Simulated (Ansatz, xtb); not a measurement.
Two isomers of C2H9FSeSi2

We compare I, `CC[Si@H](F)[Se][SiH3]`, a singlet, with II, `C[SiH2][Se][Si@H](C)F`, a singlet. Both are isolated molecules in the gas phase, relaxed with PBE0-D3(BJ)/def2-SVP; each stands in its lowest conformer found.

Quicker runs give these differences E(II) − E(I): GFN2-xTB +0.169 eV; HF/STO-3G −0.515 eV (at GFN2-xTB geometries); r2SCAN-D4/def2-SVP −0.560 eV (at GFN2-xTB geometries).

Question: Which of the two would you expect CCSD(T)/def2-SVP + ΔMP2/def2-TZVPP electronic energies to favour?

Answer: Structure II; the calculation gives E(II) − E(I) = −0.556 eV.

Level by level:

```json
{"level": "GFN2-xTB", "geometry": "GFN2-xTB", "E(II) − E(I) (eV)": "+0.169", "departure from the last row (eV)": "+0.725", "job, with rough time for the two": "optimisation, 0.28 s"}
{"level": "HF/STO-3G", "geometry": "GFN2-xTB", "E(II) − E(I) (eV)": "−0.515", "departure from the last row (eV)": "+0.041", "job, with rough time for the two": "single point, 0.58 s"}
{"level": "r2SCAN-D4/def2-SVP", "geometry": "GFN2-xTB", "E(II) − E(I) (eV)": "−0.560", "departure from the last row (eV)": "−0.003", "job, with rough time for the two": "single point, 4.8 s"}
{"level": "PBE0-D3(BJ)/def2-SVP", "geometry": "PBE0-D3(BJ)/def2-SVP", "E(II) − E(I) (eV)": "−0.495", "departure from the last row (eV)": "+0.062", "job, with rough time for the two": "optimisation, 99 s"}
{"level": "HF/def2-SVP", "geometry": "PBE0-D3(BJ)/def2-SVP", "E(II) − E(I) (eV)": "−0.531", "departure from the last row (eV)": "+0.025", "job, with rough time for the two": "part of the CCSD(T) run"}
{"level": "MP2/def2-SVP", "geometry": "PBE0-D3(BJ)/def2-SVP", "E(II) − E(I) (eV)": "−0.483", "departure from the last row (eV)": "+0.073", "job, with rough time for the two": "part of the CCSD(T) run"}
{"level": "CCSD(T)/def2-SVP", "geometry": "PBE0-D3(BJ)/def2-SVP", "E(II) − E(I) (eV)": "−0.441", "departure from the last row (eV)": "+0.115", "job, with rough time for the two": "single point"}
{"level": "CCSD(T)/def2-SVP + ΔMP2/def2-TZVPP", "geometry": "PBE0-D3(BJ)/def2-SVP", "E(II) − E(I) (eV)": "−0.556", "departure from the last row (eV)": "", "job, with rough time for the two": "single point, 96 s"}
```

As drawn, II has 1 C–Si, 1 C–H in place of 1 C–C, 1 Si–H.

GFN2-xTB puts the two in the other order. The largest departure from CCSD(T)/def2-SVP + ΔMP2/def2-TZVPP is that of GFN2-xTB, 0.725 eV. The last row adds to CCSD(T) the change of the MP2 difference between the two basis sets, here −0.115 eV.

With thermal terms from frequencies at re-optimised GFN2-xTB minima (ideal gas, soft modes damped towards free rotors, one conformer each, 298.15 K, 1 atm): the zero-point term adds +0.007 eV; ΔH is −0.533 and ΔG −0.571 eV.

The correlated steps freeze 22 core orbitals; the filled d shell of Se is correlated, in a basis made for valence electrons. Programs: Ansatz 0.2.0, xtb 6.7.1; the last row on 4 threads of Arm Neoverse V1 on a shared host.

Isomer II is favoured at every level except GFN2-xTB, and the bond exchange explains why. Moving a carbon from the ethyl chain to the other silicon trades a C–C and a Si–H bond for a C–Si and a C–H bond. Carbon is more electronegative than silicon and hydrogen, so the new C–Si bond gains polar stabilisation, while hydrogen moves from silicon to carbon, where it is bound more strongly. The Si–F bond and both Si–Se bonds are kept, so they should largely cancel.

The preference is already present in Hartree–Fock, at −0.531 eV, so it doesn't originate in electron correlation. In the same basis CCSD(T) reduces it to −0.441 eV, which suggests that the near-coincidence of r2SCAN-D4 with the final value owes something to cancelling errors. The reversed sign from GFN2-xTB probably reflects an imbalance in its parametrised bond energies. Thermal terms barely alter the gap, as expected for isomers with such similar frameworks. The energy difference gives no indication of how readily I would rearrange to II.
